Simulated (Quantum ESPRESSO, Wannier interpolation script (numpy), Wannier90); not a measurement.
# Intrinsic spin Hall conductivity of hcp Hf under volume and axial strain, from PBE with spin-orbit coupling and Wannier interpolation

The intrinsic spin Hall conductivity of hcp Hf is calculated for cells scaled uniformly and for cells stretched or shortened along the hexagonal axis at constant volume. The component considered has spin along z, spin current along x and electric field along y, and each value is compared with that of the unstrained tabulated cell, −374 (ħ/e) S/cm. The response matters for spin-orbit torque devices, where a heavy-metal film converts charge current into spin current and is often strained by its substrate. A film stretched in its plane, with the hexagonal axis along its normal, contracts along z and so corresponds to negative axial strain. In such a film the listed component carries spin sideways within the plane; the torque on a layer above comes from other components, with the spin current along z. Skew scattering and side-jump, which can add terms of either sign in samples, are not included.

## Systems and settings

Hf (hcp), with the cell deformed as the first column says; atoms keep their fractional positions. No moment is started, so time reversal holds. The unstrained cell is the tabulated one, and nothing is relaxed. Quantum ESPRESSO 7.5: PBE, spinors with spin-orbit coupling, fully relativistic PseudoDojo norm-conserving potentials, cutoffs of 667 eV, Fermi-Dirac occupations of width 0.05 eV, self-consistency on meshes of coarsest spacing 0.3 to 0.32 1/Å; Wannier functions by Wannier90 4.0.3 from projections on atomic valence orbitals with subspace selection. The Kubo sum over the interpolated Hamiltonian runs on 72 to 76 points per direction (geometric mean) with Fermi-Dirac occupations at 300 K, by one script for all rows.

Notes on method and selection:

- Only the intrinsic (Berry curvature) part is computed; side-jump and skew scattering in samples add terms of either sign.
- Only values that moved by under 10 % (plus 20 units where the value is under 30) between the last two sum meshes are listed; changes of a few per cent lie within the noise of the Wannier models.
- Axial strain keeps the hexagonal symmetry; the other independent components of the tensor differ from the one listed already in the unstrained cell.
- Only crystals whose unstrained value exceeds about 60 to 80 units in size are tabled.
- Runs that did not converge, have known faults or may not be shown are not listed, and runs on Ansatz's PAW sets soft_1 and soft_2 are kept to separate tables.

Columns:

- strain: strain: relative change of volume (all lengths scaled alike) or, for the axial line, of the length along z with the other two axes scaled to keep the volume; tension positive.
- volume per atom (Å³): cell volume per atom.
- DOS at Fermi energy (states/eV/atom): density of states at the Fermi energy per atom, both spins, from the interpolated model.
- model miss (meV): r.m.s. miss of the interpolated bands against the direct run along a path near the Fermi energy.
- spin Hall conductivity ((ħ/e) S/cm): intrinsic spin Hall conductivity at the Fermi energy: spin along z, spin current along x, electric field along y; z is the main symmetry axis (any cube axis in cubic crystals); spin current defined as {s_z, v_x}/2.
- ratio to unstrained: that value over the value of the unstrained cell.
- plasma energy, x (eV): Drude plasma energy hbar omega_p for currents along x, from the velocities at the Fermi surface.

Input lines of one member:

```
&control
&system
  ibrav = 0, nat = 2, ntyp = 1
  ecutwfc = 49
  occupations = 'smearing', smearing = 'fd', degauss = 0.003675
  nbnd = 55
  noncolin = .true., lspinorb = .true.
&electrons
  conv_thr = 1e-09, mixing_beta = 0.4, mixing_mode = 'plain', electron_maxstep = 100
 8 8 4 0 0 0
```

Command (options for logging and memory left out): `OMP_NUM_THREADS=1 mpirun -n 4 pw.x -nk 4 -in scf.in > scf.out`

## The series

| member | kind of strain | strain | volume per atom (Å³) | DOS at Fermi energy (states/eV/atom) | model miss (meV) | spin Hall conductivity ((ħ/e) S/cm) | ratio to unstrained | plasma energy, x (eV) |
| --- | --- | --- | --- | --- | --- | --- | --- | --- |
| volume −0.06 | volume | −0.06 | 21.04 | 0.71 | 30 | −494 | 1.320 | 4.10 |
| volume −0.03 | volume | −0.03 | 21.71 | 0.74 | 29 | −427 | 1.139 | 4.00 |
| volume +0.00 | volume | 0.00 | 22.38 | 0.75 | 28 | −374 | 1.000 | 3.93 |
| volume +0.03 | volume | 0.03 | 23.05 | 0.76 | 25 | −332 | 0.885 | 3.87 |
| volume +0.06 | volume | 0.06 | 23.72 | 0.76 | 24 | −288 | 0.768 | 3.81 |
| axial −0.04 | axial | −0.04 | 22.38 | 0.71 | 38 | −512 | 1.368 | 4.20 |
| axial −0.02 | axial | −0.02 | 22.38 | 0.74 | 27 | −442 | 1.179 | 4.10 |
| axial +0.00 | axial | 0.00 | 22.38 | 0.75 | 28 | −374 | 1.000 | 3.93 |
| axial +0.02 | axial | 0.02 | 22.38 | 0.77 | 38 | ? | ? | ? |
| axial +0.04 | axial | 0.04 | 22.38 | 0.79 | 39 | −393 | 1.049 | 3.53 |

Cells marked ? are withheld until the estimate has been made.

## What drives the series

Compression strengthens the spin Hall conductivity and expansion weakens it, with the sign negative throughout the volume rows. Between volume strains of −0.06 and +0.06 the value goes from −494 to −288 (ħ/e) S/cm, a mean change of (−288 + 494) / 12 = 17 units per per cent of volume.

Two simple explanations are too small. If the bands kept their shape, the conductivity would scale as an inverse length, $\sigma \propto V^{-1/3}$, which gives a factor of (23.72 / 21.04)^(1/3) = 1.04 between the end rows, against 494 / 288 = 1.72 calculated. The density of states at the Fermi energy is slightly lower per atom in the compressed cell, and per volume it is higher by a factor of only (0.71 / 21.04) / (0.76 / 23.72) = 1.05, so a larger number of states is not the main reason either. Broader d bands at nearly fixed spin-orbit coupling would by themselves tend to weaken the effect. A stronger candidate is the position of the bands relative to the Fermi energy: the spin Berry curvature is large where spin-orbit coupling separates close-lying bands, and it contributes most when only the lower of the two is occupied. A strain-induced shift of such pairs is a possible cause, which a band-resolved curvature would test.

Axial shortening acts in the same direction as compression. From 0.00 to −0.04 the magnitude grows by (512 − 374) / 4 = 34.5 units per per cent of axial length, although the volume is fixed. The shape of the cell therefore matters as well as its density. On the tensile side this trend fails: continuing the line to +0.04 would give −374 + 4 × 34.5 = −236, whereas the calculated value is −393. The gap of 393 − 236 = 157 units is far above the few per cent expected from the Wannier models.

For a film under in-plane tension, the axial contraction favours a larger magnitude, while any accompanying increase in volume offsets part of the gain. This holds for the listed component only, since other components do not all follow it under strain.

## Prediction

Plain estimates from the members shown:

- axial +0.02 (axial), straight-line interpolation between axial +0.00 and axial +0.04: w = (0.02 − 0.00) / (0.04 − 0.00) = 0.500, so −374 + 0.500 × (−393 − (−374)) = −384 (ħ/e) S/cm

The straight-line estimate of −384 (ħ/e) S/cm for axial +0.02 ignores the steady slope on the compressive side. Continuing that slope instead gives −374 + 2 × 34.5 = −305, but ignores the reversal seen by +0.04. A cubic through the four shown axial values uses both pieces of information and is the route chosen. The weight of the value at strain $s_i$ is the product of $(0.02 - s_j)/(s_i - s_j)$ over the other three strains $s_j$:

The weights are 1/4, −1, 3/2 and 1/4 in order of strain, so the estimate is

(−512 − 4 × (−442) + 6 × (−374) − 393) / 4 = −345.

The curve assumes that the reversal develops gradually. The plasma energy gives this some support, since it falls progressively faster from axial −0.04 to +0.04 without an evident jump. A band pair crossing the Fermi energy within this interval could still make the change more abrupt.

The same kind of interpolation can be tried on the unstrained cell. A parabola through the other three axial rows gives

(−3 × (−512) + 8 × (−442) − 393) / 6 = −399,

which misses the calculated −374 by 25 units. That test has one point fewer than the estimate, but it is a single trial and cannot fix the scatter closely. The two straight-line constructions lie about 40 units on either side of −345. An error of 35 units, between the tested miss and this distance, is adopted as one standard deviation.

**Committed estimate, axial +0.02 (axial): spin Hall conductivity = −345 ± 35 (ħ/e) S/cm.**

## Outcome

| member | kind of strain | strain | volume per atom (Å³) | DOS at Fermi energy (states/eV/atom) | model miss (meV) | spin Hall conductivity ((ħ/e) S/cm) | ratio to unstrained | plasma energy, x (eV) |
| --- | --- | --- | --- | --- | --- | --- | --- | --- |
| axial +0.02 | axial | 0.02 | 22.38 | 0.77 | 38 | −370 | 0.989 | 3.74 |

| member | estimate | spin Hall conductivity ((ħ/e) S/cm) | computed | estimate − computed | miss in error bars |
| --- | --- | --- | --- | --- | --- |
| axial +0.02 (axial) | committed | −345 | −370 | +25 | 0.7 |
| axial +0.02 (axial) | interpolation | −384 | −370 | −14 |  |

The estimate of −345 (ħ/e) S/cm lies 25 units from the computed −370, inside its error bar of 35. It did worse than straight-line interpolation, which missed by 14.

The estimate took no account of one difference in settings. Axial −0.04 and volume +0.06 were run on self-consistency meshes with fewer points in the plane than the 8 8 4 of all other rows, and axial −0.04 also had more points along the axis. No row compares two such meshes on the same cell, so the effect on the conductivity is unknown. An error in the −512 of axial −0.04 enters the cubic at 1/4 of its size and the trial on the unstrained cell at 1/2. The error bar of 35 made no separate allowance for this.

The expectation that the compressive slope would not continue unchanged was right: that line gives −305, 65 units too weak. The cubic came out too weak because it still carried part of this slope into the tensile side. In the computed rows the conductivity changes by 68 units between axial −0.02 and 0.00, but by only 4 between 0.00 and +0.02, which is within the noise of the Wannier models.

The smooth fall of the plasma energy had been taken as support for a gradual reversal, and it was a weak argument. That quantity averages velocities over the whole Fermi surface, whereas the spin Hall conductivity can change through a few close-lying bands. A negative contribution from such bands, growing as the axis is stretched, would have the right sign to cancel the weakening seen on the compressive side. It remains a conjecture without the curvature resolved by band.

## Exceptions

Axial +0.04 departs most from the trend. The line through axial −0.04 and the unstrained cell gives −236 (ħ/e) S/cm there, and the computed −393 is more negative by 393 − 236 = 157 units. Axial +0.02 departs in the same direction by 65 units. The bend does not depend on the different mesh of axial −0.04. The line through axial −0.02 and the unstrained cell, which share the 8 8 4 mesh with both stretched rows, gives −374 + 4 × 34 = −238 at +0.04, a gap of 393 − 238 = 155 units. Two successive departures that grow with strain speak against a fault in one run alone, but not against an error common to both.

Numerical error may still contribute to their size. The interpolated bands miss the direct ones by 38 and 39 meV in these two rows, against 28 meV in the unstrained cell, and the subspace selection had not converged in any row. Axial −0.04 has a similar miss of 38 meV, and its −512 lies close to the line through axial −0.02 and the unstrained cell, which gives −374 − 2 × 68 = −510. This is only weak evidence against a numerical cause. It is a single row on a different self-consistency mesh, and an r.m.s. miss does not tell whether the bands that carry the spin Hall response are the ones in error. How much of the bend is due to band error remains open. Closer-fitting Wannier models of the stretched cells would test it.

The volume rows contain no comparable case: all five lie within about 10 units of a common straight line. Volume +0.06 is the one among them with a different self-consistency mesh. Without it, the mean change from −0.06 to +0.03 is (494 − 332) / 9 = 18 units per per cent, against 17 over the full range, so the volume trend does not rest on that row.

## What to take away

Uniform compression strengthens the listed component and expansion weakens it, by about 16 units per per cent of volume near the unstrained cell. Axial shortening by 2 % at fixed volume strengthens it by 34 units per per cent, while in the two stretched cells it stays within about 5 % of the unstrained value. Both slopes come from rows with the same self-consistency mesh. Band error in the Wannier models may have a share in the flat response to stretching. Interpolation between neighbouring rows misses by at most 7 units along the volume line, but by up to 32 across the axial bend.

For a film stretched in its plane the two responses can be added. Suppose 1 % tension along both in-plane directions shortens the axis by roughly 0.7 %. The volume then grows by 2 × 1 − 0.7 = 1.3 %, and the axial strain at fixed volume is (2 / 3) × (−0.7 − 1) = −1.13 %. The change is 16 × 1.3 − 34 × 1.13 = −18 (ħ/e) S/cm, a gain in magnitude of only about 5 %.

A gain of this size is comparable with the noise of the Wannier models, and in a real sample the extrinsic terms could outweigh it.

[Logs are printed without paths, hosts, clocks, repeated set-up lines and the standing remarks that a program may print on its own settings, such as how far it seeks lower states.]
